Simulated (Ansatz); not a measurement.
ReS: the change of energy above given cell and pressure with volume ratio

All results are calculated (Ansatz 0.2.0). Plane-wave density functional theory, PAW datasets, Gaussian smearing 0.05 eV: equation of state, the given cell scaled in volume with shape and atoms relaxed at each volume.

The cell before it is scaled or strained (space group F-43m, No. 216):
```
CELL_PARAMETERS angstrom
0.00000 2.59150 2.59150
2.59150 0.00000 2.59150
2.59150 2.59150 0.00000
ATOMIC_POSITIONS crystal
Re 0.00000 0.00000 0.00000
S 0.25000 0.25000 0.25000
```

Settings of every row: paw set soft_2; functional PBEsol; spin treatment collinear; moment partition spheres; spin axis none; wave cutoff 420 eV; k mesh 10x10x10; symmetry use detected.

Atom hubbard u: 0 on all atoms.

Limits: no spin-orbit coupling, which can matter with elements this heavy; the cell comes from a prototype or a list of computed structures and needn't be the stable phase.

```
row  volume ratio  V (Å³/atom)  energy above given cell (meV per atom)  pressure (GPa)  largest site moment (μB)
  1          0.96       16.708                                   18.54           8.788                         0
  2          0.98       17.056                                    4.54           4.168                     0.022
  3             1       17.404                                       0           0.036                      0.04
  4          1.02       17.752                                       ?               ?                         ?
  5          1.04         18.1                                   15.52          -6.959                     0.066
```

Question: what energy above given cell and pressure should row 4 give?

Worked fit of energy above given cell. Take u = (V_r/V)^(2/3) − 1 with V_r = 17.23 Å³ an atom, which is twice the finite (Eulerian) strain; such expansions in the strain, on which the Birch-Murnaghan equation of state is built, carry the rest volume and the bulk modulus. The shown rows have u = 0.02072, 0.00679, -0.00668, -0.03231. Least squares give energy above given cell = 1.156 + 337.21 × u + 24199 × u² meV per atom; a straight line predicts inner rows, each left out in turn, worse (root mean square 11 against 0.043 meV per atom). The rows lie off it by 0.01, -0.02, 0.02, 0.00. Its lowest point lies at u = -0.0070, or V = 17.41 Å³ an atom, and the curvature there gives the bulk modulus with shape and atoms relaxed, B = (4/9)(1 + u)² E″(u)/V = 195 GPa. The withheld row has u = -0.0197, so the fit gives 1.156 + 337.21 × (-0.0197) + 24199 × (-0.0197)² = 3.90 meV per atom.

The calculation gave 3.96 meV per atom. The fit lies 0.06 meV per atom (1.5 % of the value, 0.32 % of the column's range) below it; its largest miss of a shown row is 0.02 meV per atom.

Worked fit of pressure. Take u = (V_r/V)^(2/3) − 1 with V_r = 17.23 Å³ an atom, which is twice the finite (Eulerian) strain; such expansions in the strain, on which the Birch-Murnaghan equation of state is built, carry the rest volume and the bulk modulus. The shown rows have u = 0.02072, 0.00679, -0.00668, -0.03231. Least squares give pressure = 2.0456 + 307.112 × u + 880.03 × u² GPa; a straight line predicts inner rows, each left out in turn, worse (root mean square 0.39 against 0.007 GPa). The rows lie off it by 0.001, -0.003, 0.003, -0.001. The pressure vanishes at u = -0.0068, or V = 17.41 Å³ an atom, and there the bulk modulus with shape and atoms relaxed is B = −V dP/dV = (2/3)(1 + u) dP/du = 195 GPa. The withheld row has u = -0.0197, so the fit gives 2.0456 + 307.112 × (-0.0197) + 880.03 × (-0.0197)² = -3.663 GPa.

The calculation gave -3.658 GPa. The fit lies 0.005 GPa (0.032 % of the column's range) below it; its largest miss of a shown row is 0.003 GPa.

The other values of row 4: largest site moment 0.054 μB.
